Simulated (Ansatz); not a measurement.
# Exchange couplings and ordering temperature of antiferromagnetic bcc Cr under isotropic strain, calculated with PBEsol

Whether one set of exchange couplings can serve a spin model of Cr at several lattice parameters, or a new set is needed for each, depends on how fast the couplings change with strain. The choice matters for Cr layers in magnetic multilayers, where the lattice is seldom that of the bulk crystal, and for any model that includes thermal expansion. The couplings, the moment and the ordering temperature are calculated here with PBEsol for a commensurate antiferromagnetic pattern, which replaces the long-period spin-density wave observed in the crystal. Strain is counted from the measured cell, positive for expansion. A negative J favours opposed moments, and the size of the moments is contained in J.

## Method

One crystal, Cr (bcc, Im-3m), in a magnetic cell of 2 atom(s), 2 counted as magnetic (Cr), from measured cells of the Crystallography Open Database (measured order: antiferro incommensurate SDW, q=(0 0 1-0.047) (arxiv:0910.4252)); atoms are fixed and move with the cell. Ansatz 0.2.0, plane waves with the earlier PAW datasets of its set soft_1, cutoff 420 eV, collinear spins without spin-orbit coupling, Fermi-Dirac smearing of 0.1 eV. The k mesh is 10×20×20 and the sums for the couplings run over 10×20×20. Functional: PBEsol without U. Every run keeps the antiferromagnetic pattern of signs of the first run. The couplings are taken at constrained moments: the directions are held and the rest of the density and field relaxes in linear response. Runs that did not converge or carry a known fault are not listed.

Notes on method and selection:

- J is defined by E = -sum over ordered pairs (each pair twice) of J e_i.e_j with unit vectors e, a classical Heisenberg model without biquadratic or multi-spin terms, so J > 0 favours parallel moments and the moment's size is inside J.
- All temperatures are for classical unit spins; for spin S a quantum mean-field treatment is higher by (S+1)/S. Mean field neglects fluctuations and lies above the Tyablikov (random-phase) and Monte Carlo values.
- The pattern of moments is the lowest of a few collinear starts in the unstrained cell and need not be that of the true ground state; the strained cells were started from this pattern only. Spin-orbit coupling is left out.
- The mean-field temperature is left blank where it belongs to another wavevector than in the first run.
- Ansatz's own search for a lower self-consistent state was switched off in these runs, so a run may rest in a state that is not the lowest for its pattern of moments.
- Where several measured values exist, one near their median is shown, and none where they scatter widely or belong to another phase or kind of order.
- The shells shown are the strongest of the first run whose pairs agree within a shell.
- For crystals with 4f or 5f elements only couplings at constrained moments are used, since rigid ones can be several times too large.
- Runs that did not converge, have known faults or may not be shown are not listed, and runs on Ansatz's PAW sets soft_1 and soft_2 are kept to separate tables.

Columns:

- strain (%): isotropic strain (all lengths scaled alike), change of length against the unstrained cell.
- moment (μB): largest spin moment inside an atomic sphere.
- pair length (Å): mean length of the pairs that lie 2.50 Å apart in the first cell.
- gap on mesh (eV): band gap on the run's k mesh by the count of bands (negative: bands overlap, a metal).
- Tyablikov T (K): Tyablikov (random-phase) ordering temperature from the same couplings.
- J at 2.50 Å, opposed (meV): mean J of the Cr–Cr pairs of opposed moments that lie 2.50 Å apart in the first cell (8 such neighbours an atom).
- J at 4.08 Å (meV): mean J of the Cr–Cr pairs of parallel moments that lie 4.08 Å apart in the first cell (12 such neighbours an atom).
- mean-field T (K): mean-field ordering temperature, 2/(3 kB) times the largest J(q) over wavevectors and sublattice modes.

Input lines of one member:

```
magnetization:
  spin_polarized: true
kpoints:
  mp_grid: { grid: [10, 20, 20] }
  band_path:
    path:
      - [0.0, 0.0, 0.0]
      - [0.5, 0.0, 0.5]
      - [0.0, 0.0, 0.5]
      - [0.0, 0.0, 0.0]
      - [0.5, 0.5, 0.5]
      - [0.5, 0.0, 0.5]
      - [0.5, 0.5, 0.5]
    npoints: 11
hamiltonian:
  xc: pbesol
  pseudopotentials: { kind: paw, azcp: { folder: soft_1 }, xc_functional: pbe }
scf:
  occupations: { method: fermi_dirac, width: 0.1 }
  lower_state_search: "off"
output:
  write_bands: true
  eigenstates:
    nscf_kmesh: { grid: [10, 20, 20] }
    top_band: c28
    exchange_couplings: { magnetic: [{ species: Cr }] }
```

Command (options for logging and memory left out): `ansatz run input.yaml`

## Table of results

| member | strain (%) | moment (μB) | pair length (Å) | gap on mesh (eV) | Tyablikov T (K) | J at 2.50 Å, opposed (meV) | J at 4.08 Å (meV) | mean-field T (K) | remark |
| --- | --- | --- | --- | --- | --- | --- | --- | --- | --- |
| −1 % | −1 | 0.64 | 2.473 | −1.49 | 406 | −10.97 | −2.07 | 542 | in the unstrained cell the moments collapse from other starting patterns |
| +0 % | 0 | 0.93 | 2.498 | −1.35 | 777 | −21.92 | −4.00 | 1057 | in the unstrained cell the moments collapse from other starting patterns |
| +1 % | 1 | ? | ? | −1.26 | ? | ? | ? | ? |  |
| +2 % | 2 | 1.38 | 2.547 | −1.19 | 1392 | −41.35 | −6.65 | 1963 | in the unstrained cell the moments collapse from other starting patterns |
| +4 % | 4 | 1.77 | 2.597 | −1.09 | 1869 | −56.21 | −7.51 | 2692 | in the unstrained cell the moments collapse from other starting patterns |

Cells marked ? are withheld until the estimate has been made.

## Mechanism

Expansion strengthens the antiferromagnetic coupling between nearest neighbours in every step shown. From −1 % to 0 % strain J changes by −21.92 + 10.97 = −10.95 meV, which doubles its magnitude. The slope then eases to (−41.35 + 21.92) / 2 = −9.72 meV per % between 0 and +2 %, and to (−56.21 + 41.35) / 2 = −7.43 meV per % between +2 and +4 %.

The growth goes with the moment. Longer bonds reduce the overlap of the d orbitals and narrow the d band, so that spin polarization costs less kinetic energy and the moment rises from 0.64 to 1.77 μB. Divided by the square of the moment, the coupling becomes weaker: 10.97 / 0.64² = 26.8 meV/μB² at −1 %, but 56.21 / 1.77² = 17.9 meV/μB² at +4 %. Reduced hopping between neighbours would act in this direction and is a possible reason for the flattening slope.

The coupling at 4.08 Å is also negative, although it joins parallel moments, and therefore opposes the order. For the two shells alone the mean-field temperature is

$$T = \frac{2}{3k_B}\left(8\,|J_{2.50}| - 12\,|J_{4.08}|\right), \qquad k_B = 0.0862\ \text{meV/K}.$$

In the unstrained cell this gives 2 × (8 × 21.92 − 12 × 4.00) / (3 × 0.0862) = 985 K, against 1057 K from the full set of couplings. The nearest neighbours thus set the scale, and the mean-field temperature rises with them from 542 to 2692 K. The Tyablikov temperature, which includes spin fluctuations, is lower throughout but rises in the same way.

The direction of the trend is firmer than the absolute temperatures. In the unstrained cell the moments collapse from other starting patterns, so their size depends on the order, which a model with fixed moments leaves out. A second evaluation of the couplings there also gives clearly lower ordering temperatures.

For a spin model the consequence is direct: at −1 % strain, couplings taken from the unstrained cell would be about twice as strong as those calculated for that strain.

## An estimate before looking

Plain estimates from the members shown:

- +1 %, straight-line interpolation between +0 % and +2 %: w = (1 − 0) / (2 − 0) = 0.500, so −21.92 + 0.500 × (−41.35 − (−21.92)) = −31.64 meV

The straight line between 0 and +2 % gives −31.64 meV at +1 %, but it ignores the steady flattening of the slope. A parabola through the three nearest members, −1, 0 and +2 %, takes this into account. Its curvature coefficient is (−9.715 + 10.95) / 3 = 0.412 meV per %². At +1 % the shift from the straight line is 0.412 × (1 − 0) × (1 − 2) = −0.41 meV, so that J = −31.64 − 0.41 = −32.05 meV.

The same construction can be tried on members with known couplings. With +2 % left out, the straight line between 0 and +4 % gives (−21.92 − 56.21) / 2 = −39.07 meV there. Its slope is (−56.21 + 21.92) / 4 = −8.57 meV per %, so the curvature coefficient with −1 % included is (−8.57 + 10.95) / 5 = 0.476 meV per %². The parabola then gives −39.07 − 4 × 0.476 = −40.97 meV against the calculated −41.35 meV, a miss of 41.35 − 40.97 = 0.38 meV, where the straight line misses by 41.35 − 39.07 = 2.28 meV.

With 0 % left out, the line between −1 and +2 % has the slope (−41.35 + 10.97) / 3 = −10.13 meV per % and gives −10.97 − 10.13 = −21.10 meV at 0 %. The coefficient is (−7.43 + 10.13) / 5 = 0.540 meV per %², and the parabola gives −21.10 − 2 × 0.540 = −22.18 meV against −21.92 meV, a miss of 22.18 − 21.92 = 0.26 meV.

A parabola presumes that the run at +1 % rests in the same magnetic state as its neighbours. The band overlap supports this: the gap of −1.26 eV lies within 0.01 eV of the midpoint between the values at 0 and +2 %. No further shift is therefore applied, and the error is set at 0.4 meV, the larger of the two misses.

**Committed estimate, +1 %: J at 2.50 Å, opposed = −32.0 ± 0.4 meV.**

## Outcome

| member | strain (%) | moment (μB) | pair length (Å) | gap on mesh (eV) | Tyablikov T (K) | J at 2.50 Å, opposed (meV) | J at 4.08 Å (meV) | mean-field T (K) | remark |
| --- | --- | --- | --- | --- | --- | --- | --- | --- | --- |
| +1 % | 1 | 1.17 | 2.523 | −1.26 | 1101 | −32.06 | −5.54 | 1528 | in the unstrained cell the moments collapse from other starting patterns |

| member | estimate | J at 2.50 Å, opposed (meV) | computed | estimate − computed | miss in error bars |
| --- | --- | --- | --- | --- | --- |
| +1 % | committed | −32.00 | −32.06 | +0.06 | 0.2 |
| +1 % | interpolation | −31.64 | −32.06 | +0.43 |  |

The estimate of −32.00 meV lies 0.06 meV from the computed −32.06 meV, well inside its error bar of 0.4 meV. The straight-line interpolation misses by 0.43 meV, so the correction for curvature had the right sign and nearly the right size.

The assumption that the run at +1 % rests in the same magnetic state as its neighbours also held. Its moment of 1.17 μB falls between 0.93 and 1.38 μB, which is a more direct check than the band overlap used before.

The parabola itself carries no physics, and its success shows only that the coupling varies smoothly. The new moment adds something on the mechanism: 32.06 / 1.17² = 23.4 meV/μB² continues the steady fall of the coupling per squared moment with expansion. The growth of J therefore comes with larger moments, while the coupling per squared moment weakens, as would be expected from reduced hopping over longer bonds.

## Exceptions

No member stands out from a smooth curve. The slope of J at 2.50 Å eases regularly, from −10.95 meV per % in the first interval to −32.06 + 21.92 = −10.14, then −41.35 + 32.06 = −9.29 and finally −7.43 meV per %, and the moment and both ordering temperatures also rise at every step.

## Comparison with experiment

| member | quantity | measured | computed | computed − measured | conditions | source |
| --- | --- | --- | --- | --- | --- | --- |
| +0 % | mean-field T (K) | 311 | 1057 | +746 (+239.9 %) | Neel temperature of incommensurate spin density wave; measured transition of the real crystal, not tied to a U | [1] |

Sources:

[1] "Chromium at High Pressures: Weak Coupling and Strong Fluctuations in an Itinerant Antiferromagnet" (2008, arXiv:0802.4273)

Only the unstrained cell has a measured counterpart. Its mean-field temperature of 1057 K is 746 K above the measured Néel temperature of 311 K, or 1057 / 311 = 3.4 times as high, an excess far beyond any doubt about the measured transition.

Neglected fluctuations explain part of it: the Tyablikov temperature from the same couplings is 1057 − 777 = 280 K lower, but still 777 − 311 = 466 K too high. The remainder points to the couplings and to the spin model. The second evaluation with clearly lower temperatures shows that the couplings themselves are uncertain. Gradient-corrected functionals also tend to make the moment of commensurate Cr too large, which strengthens J. Furthermore, Cr is an itinerant antiferromagnet whose moments shrink as the order is lost, whereas the model keeps their length fixed; this too is likely to make the calculated temperature too high.

The strained members are not compared here. The direction of their trend agrees with the well-established fall of the Néel temperature of Cr under pressure.

## Rules of thumb and their limits

A spin model of Cr needs couplings for its own lattice parameter. The slopes here hold for isotropic strain; a layer strained in its plane is free to relax along the normal and needs couplings calculated for that shape. Around the unstrained cell the mean slope is (−10.95 − 10.14) / 2 = −10.5 meV per %, so an expansion of only 0.1 % strengthens the nearest-neighbour coupling by about 1.05 meV, or 1.05 / 21.92 = 4.8 %.

Between −1 and +4 % strain, a parabola through three computed members gave the intermediate coupling to within 0.4 meV in each of the three cases tried. Extrapolation to stronger compression is unsafe, because the moment is already down to 0.64 μB at −1 % and may vanish.

The mean-field temperature changes fivefold over the table, and spin-orbit coupling is minor beside that. The calculated temperatures are suited to showing the direction of the strain effect, not to placing the transition of real Cr.

[Logs are printed without paths, hosts, clocks, repeated set-up lines and the standing remarks that a program may print on its own settings, such as how far it seeks lower states.]
